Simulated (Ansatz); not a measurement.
BN: from stress constants e to strain constants d (computed with Ansatz 0.2.0)

Space group F-43m (No. 216), 2 atoms in the cell of the first input below: a = 2.563 Å, b = 2.563 Å, c = 2.563 Å, α = 60.00°, β = 60.00°, γ = 60.00°.

The structure is a measured one, not always of the ambient phase, relaxed without spin–orbit coupling to zero pressure (pressure 0.0 GPa with this functional, without spin–orbit coupling). Functional: PBE.

Input:

```yaml
crystal:
  lattice:
    - [0.0, 1.8123426907, 1.8123426907]
    - [1.8123426907, 0.0, 1.8123426907]
    - [1.8123426907, 1.8123426907, 0.0]
  atoms:
    - { symbol: B, position: [0.0, 0.0, 0.0] }
    - { symbol: "N", position: [0.75, 0.75, 0.75] }
basis:
  ecutwfc: 420
  ecutrho_ratio: 4
kpoints:
  mp_grid: { grid: [16, 16, 16] }
hamiltonian:
  xc: pbe
scf:
  occupations: { method: fixed }
output:
  forces: true
  stress: true
  eigenvalues: true
  polarization: {}
elastic:
  mode: relaxed_ion
  stencil: two_point
```

```bash
ansatz run input.yaml --threads 4 --pin off --max-ram 9216MiB --backend cpu --events-out ev --progress --plain --runs-dir out
```

Time: 55 s on 4 threads of Intel(R) Xeon(R) Processor @ 2.50GHz (Skylake/Cascade Lake) (shared host), peak memory 0.46 GiB.

Elastic constants with relaxed ions (GPa, engineering shears):

```json
{"": "xx", "xx": "778.0", "yy": "168.0", "zz": "168.0", "yz": "0.0", "xz": "0.0", "xy": "0.0"}
{"": "yy", "xx": "168.0", "yy": "778.0", "zz": "168.0", "yz": "0.0", "xz": "0.0", "xy": "0.0"}
{"": "zz", "xx": "168.0", "yy": "168.0", "zz": "778.0", "yz": "0.0", "xz": "0.0", "xy": "0.0"}
{"": "yz", "xx": "0.0", "yy": "0.0", "zz": "0.0", "yz": "441.4", "xz": "0.0", "xy": "0.0"}
{"": "xz", "xx": "0.0", "yy": "0.0", "zz": "0.0", "yz": "0.0", "xz": "441.4", "xy": "0.0"}
{"": "xy", "xx": "0.0", "yy": "0.0", "zz": "0.0", "yz": "0.0", "xz": "0.0", "xy": "441.4"}
```

Proper piezoelectric stress tensor e (C/m²):

```tsv
	xx	yy	zz	yz	xz	xy
x	0.000	0.000	0.000	0.887	0.000	0.000
y	0.000	0.000	0.000	0.000	0.887	0.000
z	0.000	0.000	0.000	0.000	0.000	0.887
```

Signs follow the polarity of the cell as typed: the inverted crystal has all signs reversed.

Q: Which piezoelectric strain constant d is largest in size (symmetry may tie others with it)?

A: d = e C⁻¹ gives d(x; yz) = 2.0 pC/N, tied by symmetry with others.

```tsv
	xx	yy	zz	yz	xz	xy
x	0.0	0.0	0.0	2.0	0.0	0.0
y	0.0	0.0	0.0	0.0	2.0	0.0
z	0.0	0.0	0.0	0.0	0.0	2.0
```

Cubic BN polarises appreciably under strain but only weakly under stress. The piezoelectric stress constant of 0.887 C/m² is divided by a shear stiffness of 441.4 GPa, leaving a strain constant of just 2.0 pC/N. The stiffness comes from short, strong sp³ bonds between first-row atoms, whose compact 2p shells have no p core beneath them. That C44 lies far above C12 (168.0 GPa) fits the strong resistance to bond bending expected of a directional covalent network.

The zincblende symmetry permits only the shear response, so neither hydrostatic pressure nor uniaxial stress along a cube axis induces polarisation to linear order. Stress along a body diagonal does, because it contains shear components in the cube-axis frame. The small d therefore reflects mechanical rigidity and doesn't imply a nonpolar B–N bond. How much of e comes from the relative displacement of the B and N sublattices, and how much from electronic redistribution at clamped ions, can't be read from the total tensor.
